**Q:** I have vinyltrichlorosilane on the bench, and I picture three chlorines pulling electrons through silicon and out of the vinyl group. Do the computed charges bear that out?

Hirshfeld atomic charges of vinyltrichlorosilane (C2H3Cl3Si) as a neutral singlet, computed with PySCF 2.14.0 at the PBE0/def2-SVP level. The run is a gas-phase single point for one conformer at its GFN2-xTB geometry.

| row | hirshfeld charge (e) | computed element |
| --- | --- | --- |
| 1 | 0.339 | Si |
| 2 | -0.147 | C |
| 3 | -0.064 | C |
| 4 | 0.048 | H |
| 5 | 0.051 | H |
| 6 | 0.058 | H |
| 7 | -0.096 | Cl |
| 8 | -0.092 | Cl |
| 9 | -0.096 | Cl |

**A:** Not by this measure. The Hirshfeld charge shares out the electron density in proportion to the densities of free atoms, and it gives silicon +0.339 e. The three chlorines together hold only 84 % of the electrons that silicon has lost. The rest, about 0.055 e, sits on the vinyl group, which is therefore slightly negative. Silicon supplies electrons to both sides. Hirshfeld charges tend to come out small, because the reference atoms are neutral, so their sizes should not be taken literally. Nor do they show what chlorine changes: it may well leave the vinyl group less negative than hydrogen on silicon would, but vinylsilane was not computed for comparison.

**Q:** Why would silicon feed the carbon as well as the chlorines?

**A:** Because it is the least electronegative atom in the molecule, and all four of its neighbours attract electrons more strongly. The simplest rule lets each bond pass charge in proportion to the difference in electronegativity $\chi$ between its two atoms. The charge of atom $i$ is then a sum over its bonded neighbours $j$:

$$q_i = k\sum_j(\chi_j-\chi_i)$$

With rough values of $\chi$ (Si 1.9, H 2.2, C 2.6, Cl 3.2), one constant $k$ was fitted to all nine atoms and came out at 0.077 e. For silicon, with three chlorines and one carbon around it, this gives

$$q_{\mathrm{Si}} = 0.077\,\mathrm{e}\times(3\times1.3+0.7)\approx 0.35\,\mathrm{e}$$

That is close to the computed charge, but silicon was part of the fit and weighs heavily in it. Better support comes from the Si–Cl and Si–C bonds taken separately: per unit of electronegativity difference they pass nearly the same charge. The C–H bonds pass clearly more, so the rule is only a rough guide.

**Q:** What if the central atom were carbon instead of silicon?

**A:** The rule would then give no transfer between the central atom and the vinyl group, since both ends of that bond would be carbon. The central atom would also be much less positive, because carbon holds its electrons against chlorine better than silicon does. A carbon made positive by chlorine would be expected to draw somewhat on the vinyl group, an effect beyond this rule, so your picture should suit that case better; no such molecule was computed here. Silicon differs because it has electrons to give in both directions.

**Q:** The two carbons puzzle me. The one bonded to silicon, row 2, is more than twice as negative as the end carbon, row 3. Is that simply the electrons it gets from silicon?

**A:** That is the natural reading, but the end carbon has a second hydrogen where the inner one has silicon, and hydrogen gives electrons too. The molecule has no ring, so if charge is booked only across bonds, the atomic charges fix every transfer. The inner carbon receives 0.103 e from silicon and its hydrogen, and the end carbon 0.109 e from its two hydrogens. On these receipts alone the two carbons would be almost equally negative.

**Q:** Then where does the difference come from?

**A:** From the double bond. The end carbon keeps only 0.064 e of what its hydrogens supply, so by this bookkeeping 0.045 e has moved on to the inner carbon. The electronegativity rule has no term for this, because both ends of the bond are carbon, and it makes the inner carbon much too weakly negative.

**Q:** Yet the rule gets the end carbon right.

**A:** By cancellation. It underestimates what the hydrogens give and ignores what the carbon passes on, and the two errors are nearly equal. When the C–H bonds are allowed a constant of their own, the hydrogens improve, but the end carbon becomes too negative while the inner one stays not negative enough. This opposite pair of errors is the pattern that a shift across the double bond would leave. The output printed below shows both fits atom by atom.

**Q:** What pushes electrons along a bond between two carbons?

**A:** Most likely the field of the silicon. The SiCl₃ group is nearly neutral as a whole, but its positive atom lies next to the inner carbon and its negative atoms lie farther out. Electrons in the double bond are therefore more stable at the inner end. A crude estimate with point charges on the atoms supports this direction, even after the opposing effect of the hydrogens is counted. Such charges leave out the polarisation within each atom and give only half of the computed dipole moment, so the estimate is a hint of the sign and no measure of the size. Some delocalisation of π electrons towards the Si–Cl bonds may also play a part; the charges do not separate the two.

**Q:** Should I read anything into the small differences among the hydrogens, or among the chlorines?

**A:** No. They are too small to interpret with one modest basis set and one approximate geometry. That geometry is also a single conformer, with one chlorine (row 8) in the plane of the vinyl group, and it was not checked to be the most stable one.

**Q:** We use chlorosilanes to coat oxide surfaces, gate dielectrics among them. What do the charges tell me there?

**A:** They show an electron-poor silicon in polar Si–Cl bonds, which is where water or surface OH groups react. They give no rates. Nor does the more negative carbon mark the place where an electrophile attacks: the most easily removed electrons lie above and below the double bond, slightly nearer the end carbon. The field that draws electrons towards silicon probably also holds them more tightly there. Neither reading settles the site of attack, which also depends on how stable the resulting cation is.

The analysis program printed:

```
fit of q on 9 rows: coefficient of pull 0.07718 +/- 0.005; rms 0.0251, worst 2 0.0621, leave-one-out rms 0.0327
fit of q on 9 rows: coefficient of heavy 0.07479 +/- 0.0042, coefficient of nh 0.04746 +/- 0.0078; rms 0.0193, worst 2 0.0472, leave-one-out rms 0.0291
Charges and the two rules in e:
  row  computed  one constant  miss of one constant  own C-H constant  miss with own C-H constant
    1     0.339         0.355               0.01603             0.344                    0.005015
    2    -0.147       -0.0849                0.0621          -0.09981                     0.04719
    3    -0.064      -0.06175              0.002255          -0.09491                    -0.03091
    4     0.048       0.03087              -0.01713           0.04746                  -0.0005438
    5     0.051       0.03087              -0.02013           0.04746                   -0.003544
    6     0.058       0.03087              -0.02713           0.04746                    -0.01054
    7    -0.096       -0.1003             -0.004336          -0.09722                   -0.001222
    8    -0.092       -0.1003             -0.008336          -0.09722                   -0.005222
    9    -0.096       -0.1003             -0.004336          -0.09722                   -0.001222
Electrons passed from Si to each Cl, mean (e): 0.09467
Electrons passed from SiCl3 to vinyl, equal to the charge of SiCl3 (e): 0.055
Share of the Si charge balanced by the three Cl (percent): 83.78
Electrons passed from each H to its C, mean (e): 0.05233
Electrons that C row 2 receives from Si and its H (e): 0.103
Electrons that C row 3 receives from its two H (e): 0.109
Electrons passed across the double bond from row 3 to row 2 (e): 0.045
Charge of C row 2 over charge of C row 3: 2.297
Transfer per unit of electronegativity difference, Si-Cl (e): 0.07282
Transfer per unit of electronegativity difference, Si-C (e): 0.07857
Transfer per unit of electronegativity difference, C-H (e): 0.1308
Potential at row 2 less that at row 3 from SiCl3 point charges, crude (V): 0.6487
The same difference from the H point charges, crude (V): -0.4126
Dipole moment from the point charges alone (debye): 0.9526
Share of the computed dipole moment that they give (percent): 49.75
Lowest ionisation point, distance to row 2 less distance to row 3 (A): 0.1281
```
